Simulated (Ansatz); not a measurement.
# BP at 9 GPa: from Born charge to LO–TO splitting and polaron coupling

All numbers below come from DFT LDA, scalar-relativistic, plane waves, PAW in Ansatz. Plane waves to 420 eV; Γ-centred k mesh 10×10×10; fixed occupations. No spin polarisation. Phonons by linear response, acoustic sum rule imposed.

The cell, relaxed at 9 GPa:
Space group F-43m (No. 216). a = 4.421 Å, b = 4.421 Å, c = 4.421 Å, α = 90.00°, β = 90.00°, γ = 90.00°
| atom | site | symmetry | x | y | z |
| --- | --- | --- | --- | --- | --- |
| B | 4a | -43m | 0.0000 | 0.0000 | 0.0000 |
| P | 4c | -43m | 0.2500 | 0.2500 | 0.2500 |

Linear response gives ν_TO = 860.3 cm⁻¹, Born charges ±0.793 e (positive on P) and ε∞ = 9.167. The primitive cell holds 21.599 Å³, and the masses are 10.810 and 30.974 amu.

**Question.** Find ν_LO and the static dielectric constant.

**Answer.** The long-wave field adds a restoring force: ω_LO² − ω_TO² = Z*²e²/(ε_vac ε∞ μV). In these units ν_LO² − ν_TO² = 4.92064×10⁷ Z*²/(μ V ε∞) cm⁻², with μ = m₁m₂/(m₁ + m₂) = 8.013 amu: 19526 cm⁻². So ν_LO = √(860.3² + 19526) = 871.6 cm⁻¹, and the run gives 871.6. Lyddane–Sachs–Teller then gives ε0 = ε∞ (ν_LO/ν_TO)² = 9.41, against 9.41 in the run (it forms both from the same three quantities, so the match checks the arithmetic only). Between ν_TO and ν_LO the dielectric function is negative and an undamped crystal reflects fully: a reststrahlen band from 11.5 to 11.6 μm.

**Question.** What do the Clausius–Mossotti polarisability and the Szigeti charge come to?

**Answer.** With the Lorentz local field, α = (3V/4π)(ε∞ − 1)/(ε∞ + 2) = 3.77 Å³ for the pair, and e_S = 3Z*/(ε∞ + 2) = 0.21 e. The Born charge includes the electrons' response to the dipole's own local field, and e_S takes that enhancement out. The Lorentz field assumes point-like polarisable ions, a poor picture once ε∞ is this large, since the electron clouds then overlap or are shared, so both numbers are formal here.

**Question.** How strongly does a slow electron couple to the LO mode?

**Answer.** For one isotropic parabolic band, Fröhlich's constant is α_F = (1/ε∞ − 1/ε0) √(m* Ry/ħω_LO), with Ry = 13.606 eV, ħω_LO = 108.1 meV and m* in free-electron masses: α_F = 0.0028 × 11.22 × √m* = 0.03 √m*. The band mass isn't part of this run; for m* = 0.1, 0.3 and 1 it gives 0.01, 0.02, 0.03. In weak coupling the polaron lies α_F ħω_LO below the band edge (2 meV at m* = 0.3) with a mass m*(1 + α_F/6); past α_F of about 5 or 6 that expansion fails. A semilocal functional's ε∞ tends to be too large, which taken alone lowers α_F.

Cost: 1 run of about 0.76 core-minutes, on Intel Xeon Processor @ 2.50GHz (Skylake/Cascade Lake) (shared hosts).

BP is only weakly polar in its lattice response: the LO mode at 871.6 cm⁻¹ lies just above the TO mode at 860.3 cm⁻¹, and the ions add little to the static dielectric constant. The two elements have similar electronegativities and share electrons in strong sp³ bonds. Those stiff bonds and the light boron atom set the high frequencies, while electronic screening weakens the long-range field that separates the modes.

The Born charge of ±0.793 e is still appreciable, because it measures how bond charge shifts as the atoms move, not a static ionic charge. Its positive sign on P reverses the usual III–V pattern, probably reflecting boron's compact 2p shell, which has no p core beneath it. It doesn't by itself establish a P-to-B transfer of static charge.

The small Fröhlich constant supports weak long-range polar coupling, but not weak electron–phonon coupling overall, since deformation-potential and intervalley scattering lie outside it. With a single pressure, the effect of compression on the splitting remains open.
